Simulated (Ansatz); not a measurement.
## WC: pressure and energy above lowest point against volume scale

Free energy against uniform scaling of the volume at fixed shape and fractions; periodic cell, basis, potentials, k mesh and filling as listed. The results are calculated, by Ansatz 0.2.0.

The cell before it is scaled or strained (space group P-6m2, No. 187):
```
WC
1.0
      2.9065     0.0000     0.0000
     -1.4533     2.5171     0.0000
      0.0000     0.0000     2.8366
W C
1 1
Direct
  0.00000 0.00000 0.00000
  0.66667 0.33333 0.50000
```

Settings of every row: functional PBE; dispersion none; potentials PAW; wave cutoff 517.02 eV; density cutoff 2068.1 eV; k mesh 11x11x10; k shift 0x0x0; occupations fermi dirac; smearing width 0.1 eV; spin none.

Limits: coarse k mesh, up to 40 meV an atom off; no spin-orbit coupling, which can matter with elements this heavy.

```
row  volume scale  V (Å³/atom)  pressure (GPa)  energy above lowest point (meV/atom)
  1          0.88        9.131           73.77                                 281.1
  2          0.92        9.546           46.21                                   127
  3          0.96        9.961               ?                                     ?
  4             1       10.376            5.59                                     0
  5          1.04       10.791           -9.22                                   5.4
  6          1.08       11.206          -21.25                                  45.4
  7          1.12       11.621          -30.99                                 113.5
```

Question: what pressure and energy above lowest point should row 3 give?

Worked fit of pressure. Take u = (V_r/V)^(2/3) − 1 with V_r = 10.584 Å³ an atom, which is twice the finite (Eulerian) strain; such expansions in the strain, on which the Birch-Murnaghan equation of state is built, carry the rest volume and the bulk modulus. The shown rows have u = 0.10345, 0.07124, 0.01332, -0.01283, -0.03736, -0.06041. Least squares give pressure = −2.215 + 565.554 × u + 1534.84 × u² + 951.7 × u³ GPa; a parabola predicts inner rows, each left out in turn, worse (root mean square 0.16 against 0.0051 GPa). All shown rows lie on it to the printed digit. The pressure vanishes at u = 0.0039, or V = 10.52 Å³ an atom, and there the bulk modulus at fixed shape and fractions is B = −V dP/dV = (2/3)(1 + u) dP/du = 386 GPa. Letting shape and atoms relax would as a rule lower it, by much in layered, chain or molecular crystals. The withheld row has u = 0.04127, so the fit gives −2.215 + 565.554 × (0.04127) + 1534.84 × (0.04127)² + 951.7 × (0.04127)³ = 23.81 GPa.

The calculation gave 23.81 GPa. The fit meets it to the printed digit.

Worked fit of energy above lowest point. Take u = (V_r/V)^(2/3) − 1 with V_r = 10.584 Å³ an atom, which is twice the finite (Eulerian) strain; such expansions in the strain, on which the Birch-Murnaghan equation of state is built, carry the rest volume and the bulk modulus. The shown rows have u = 0.10345, 0.07124, 0.01332, -0.01283, -0.03736, -0.06041. Least squares give energy above lowest point = −2.05 − 216.97 × u + 28256.1 × u² + 2910 × u³ meV/atom; a parabola predicts inner rows, each left out in turn, worse (root mean square 0.5 against 0.16 meV/atom). The rows lie off it by 0.0, 0.1, -0.1, 0.0, 0.1, 0.0. Its lowest point lies at u = 0.0038, or V = 10.52 Å³ an atom, and the curvature there gives the bulk modulus at fixed shape and fractions, B = (4/9)(1 + u)² E″(u)/V = 386 GPa. Letting shape and atoms relax would as a rule lower it, by much in layered, chain or molecular crystals. The withheld row has u = 0.04127, so the fit gives −2.05 − 216.97 × (0.04127) + 28256.1 × (0.04127)² + 2910 × (0.04127)³ = 37.3 meV/atom.

The calculation gave 37.3 meV/atom. The fit meets it to the printed digit.
